**Why does RMP2 come closer to the measured bond energy of P₂ than RCCSDT(Q)?**

I work with phosphorus vapour and want to know how far I can trust computed bond energies for P₂. The measured energy for pulling the molecule apart into two atoms is 490.5 kJ/mol, with zero-point motion and heat taken out. In this table a negative entry under "computed less measured atomization energy" means that the computed bond is too weak.

Ansatz 0.2.0, levels as listed, for neutral singlet P₂ in the cc-pV(Q+d)Z basis at the MP2(full)/6-31G* geometry (P–P 1.93 Å), without relativity. Correlation treatments leave out the neon core of each atom. R and U mark restricted and unrestricted references, and "valence" means an active space of 10 electrons in 8 orbitals for the molecule.

| level | computed less measured atomization energy (kJ/mol) | rough wall time (s) |
| --- | --- | --- |
| RHF | -339.3 | 7 |
| RMP2 | -11.6 | n/a |
| UMP2 | -72.9 | n/a |
| CISD | -153.8 | 30 |
| RCCSD | -65.8 | n/a |
| UCCSD | -66.6 | n/a |
| RCCSD(T) | -25.3 | 10 |
| UCCSD(T) | -25.9 | 30 |
| BCCD(T) | -24.9 | 20 |
| RCCSDT | -29.0 | n/a |
| RCCSDT(Q) | -21.9 | 30 |
| CASSCF valence | -86.5 | n/a |
| NEVPT2 valence | -38.9 | 30 |
| MRCISD valence | -57.3 | n/a |
| MRCISD+Q valence | -31.4 | 20 |
| PBE | 17.4 | 3 |
| r2SCAN | -20.6 | 7 |
| PBE0 | -27.7 | 6 |
| B3LYP | -8.1 | 4 |
| CAM-B3LYP | -31.0 | 10 |
| wB97X-V | -3.6 | 20 |
| wB97M-V | 3.9 | 8 |
| B2PLYP | -2.0 | 20 |
| RPA-PBE | -20.3 | 4 |

I thought that a more complete wave function would do better. Yet RMP2, a simple theory, misses by only 12 kJ/mol, while RCCSDT(Q), the most elaborate coupled-cluster row, misses by 22. UMP2 is the same theory as RMP2 with the two spins treated separately, and it misses by 73. CISD is more than twice as far off as RCCSD, although both names promise single and double excitations. What orders these numbers, and should I simply use RMP2?

**Answer**

A bond energy is the energy of two free atoms less that of the molecule. An approximate wave function usually leaves some energy out on both sides, and only the imbalance reaches the bond energy. RMP2 leaves out a great deal, but nearly the same amount in the atoms as in the molecule. RCCSDT(Q) seems to recover nearly all that the outer electrons can gain in this basis, so most of its 22 kJ/mol probably comes from the basis and the frozen inner shells, which RMP2 shares. RMP2 lands closer because it leaves out slightly more in the atoms, which strengthens its bond and hides part of that shortfall.

The energy in question is correlation energy, which electrons gain by avoiding one another. In RHF each electron feels only the average of the others, so the two electrons of a bond are found on the same atom too often. P₂ has a triple bond, three such pairs in one small region, and suffers badly: RHF finds only 151 kJ/mol, about 31 % of the measured value.

CASSCF repairs this particular fault. It lets the valence electrons spread over all arrangements in the valence orbitals, so that about 0.23 electrons move into antibonding orbitals and bonding partners can keep to opposite atoms. The bond gains 253 kJ/mol over RHF, almost all of it from a lower energy of the molecule. The free atom gains nothing, because its three p electrons have parallel spins and the valence orbitals offer no second arrangement of the same symmetry.

The other levels can be compared by the same accounting. I take RCCSDT(Q) as the yardstick and ask how much energy each level lacks against it in the same basis:

energy lacking in the bond = energy lacking in the molecule − energy lacking in the two atoms

For RMP2 the molecule lacks 102 kJ/mol and the two atoms lack 112. The bond therefore lacks 102 − 112 = −10 kJ/mol, which means that it comes out 10 kJ/mol stronger than with RCCSDT(Q). That turns a miss of −22 into one of −12. The share of the atoms follows by subtraction from the molecular energies and the bond energies, so this accounting locates an error and does not predict it. The output below gives the split for the wave-function levels whose molecular energies are at hand.

UMP2 loses this balance on one side only. Its atoms lack the same 112 kJ/mol, but its molecule lies 61 kJ/mol higher than in RMP2, which is the whole gap between the two rows. The starting point, UHF, is actually 4 kJ/mol lower than RHF. It reaches that lower energy by placing up-spin and down-spin electrons partly on different atoms, which mixes states of higher spin into what should be a singlet. MP2 is known to repair such a mixture poorly, whereas coupled cluster largely does: RCCSD and UCCSD agree within 1 kJ/mol.

CISD also fails in the molecule. By subtraction its two atoms lack 25 kJ/mol, close to the 29 of RCCSD, but in the molecule it lacks 157 against 73. The standard explanation is a matter of counting. When one electron pair on the left atom and another on the right adjust at the same moment, four electrons are excited, and CISD stops at two. Coupled cluster includes such independent events as products, so its quality does not fall merely because two atoms are treated together.

The multireference rows show the same weakness and its remedy. MRCISD starts from the CASSCF wave function but still stops at two excitations from it, and its molecule lacks 74 kJ/mol. The label +Q marks an estimate of the omitted products, and with it the shortfall drops to 13.

RCCSD already contains these products, but its bond is still 66 kJ/mol too weak. What it lacks most is the joint adjustment of three electrons, which matters when several bonding pairs are crowded between two atoms. Adding these triples approximately, as RCCSD(T) does, lowers the molecule by 65 kJ/mol and strengthens the bond by 41. The difference goes to the atoms, which have triples of their own.

This also explains why RCCSDT, which treats triples in full, looks slightly worse than RCCSD(T). The two give the molecule almost the same energy. In the atoms, however, RCCSD(T) lacks about 5 kJ/mol and RCCSDT only about 1. Atoms that are a little too high in energy make the bond look stronger, so the cheaper method gains from a small error on the atomic side.

Why, then, is RCCSDT(Q) still 22 kJ/mol short? Still higher excitations seem to matter little: a complete treatment within a small set of orbitals lowers the molecule by only 0.4 kJ/mol more. That is an indication, not a bound. Theory points instead to two limits of the calculation that normally weaken a computed bond. A finite basis describes the close approach of two electrons poorly, and the frozen inner shells take no part in the correlation.

A third contribution can be estimated. The bond length used is about 0.04 Å too long, and a rough force constant for P₂ is 35 eV/Å². The energy of a stretched spring is then ½ × 35 × 0.04² = 0.028 eV, or about 3 kJ/mol. The geometry is therefore a small part of the 22, and the basis and the inner shells are the likely sources of most of the rest.

This changes how the RMP2 row should be read. Suppose that better settings closed the gap of 22 kJ/mol and moved RMP2 by the same amount. RMP2 would then overbind by about 10 kJ/mol. Its good agreement here needs two cancellations: one between atoms and molecule, the other between the method and the settings.

The density functionals need a separate reading. Most of them need a large basis less than coupled cluster does, so a smaller miss in this table does not make them the better theory. PBE overbinds by 17 kJ/mol, while PBE0, which replaces a quarter of the PBE exchange by exact exchange and keeps the same correlation part, underbinds by 28. Exact exchange alone does nothing to keep bonding partners on opposite atoms. The approximate exchange of PBE imitates that effect, and the overbinding suggests that in P₂ it does so too generously.

The share of exact exchange does not order all the functionals, though. r2SCAN contains none and still underbinds by 21 kJ/mol. B2PLYP, wB97X-V and wB97M-V all come within 4 kJ/mol of the measured value, but the stretched bond alone is worth nearly that much, so such small misses are no safe basis for ranking them.

So I would not choose RMP2 on the strength of this row. For a related molecule, ask first how many electron pairs are brought together when the bond forms, and then whether the method treats them as well as it treats the separate atoms. Among the wave functions here, RCCSD(T) keeps that balance to within 3 or 4 kJ/mol of RCCSDT(Q). Its remaining miss of 25 kJ/mol calls first for a larger basis and correlated inner shells, not for a less complete theory that happens to land closer.

The analysis program printed:

```
Energy lacking against RCCSDT(Q) in kJ/mol (NEVPT2 and functionals not worked out and set to 0):
               row  molecule  two atoms  binding
               RHF     897.6      580.2    317.4
              RMP2       102      112.3    -10.3
              UMP2     163.3      112.3       51
              CISD     156.5      24.62    131.9
             RCCSD     72.82      28.92     43.9
             UCCSD     73.54      28.84     44.7
          RCCSD(T)     8.182      4.782      3.4
          UCCSD(T)     8.848      4.848        4
           BCCD(T)     8.192      5.192        3
            RCCSDT     7.958     0.8576      7.1
         RCCSDT(Q)         0          0        0
    CASSCF valence     646.8      582.2     64.6
    NEVPT2 valence         0          0        0
    MRCISD valence     74.37      38.97     35.4
  MRCISD+Q valence     12.88      3.381      9.5
               PBE         0          0        0
            r2SCAN         0          0        0
              PBE0         0          0        0
             B3LYP         0          0        0
         CAM-B3LYP         0          0        0
           wB97X-V         0          0        0
           wB97M-V         0          0        0
            B2PLYP         0          0        0
           RPA-PBE         0          0        0
RHF atomization energy (kJ/mol): 151.2
RHF share of the measured atomization energy (percent): 30.83
Binding gained from RHF to CASSCF (kJ/mol): 252.8
Lowering of the molecule from RHF to CASSCF (kJ/mol): 250.7
Electrons in antibonding orbitals in CASSCF: 0.229
Binding gained by perturbative triples on RCCSD (kJ/mol): 40.5
Lowering of the molecule by perturbative triples (kJ/mol): 64.64
Binding in RMP2 less that in UMP2 (kJ/mol): 61.3
Molecule in UMP2 above that in RMP2 (kJ/mol): 61.32
Molecule in UHF below that in RHF (kJ/mol): 4.458
Binding in RCCSDT less that in RCCSD(T) (kJ/mol): -3.7
Binding in PBE less that in PBE0 (kJ/mol): 45.1
Rows nearer to the measured value than RCCSDT(Q): 8
Further lowering of the molecule by full CI in a small space (kJ/mol): 0.4136
Rough binding lost by the stretched bond (kJ/mol): 2.702
```
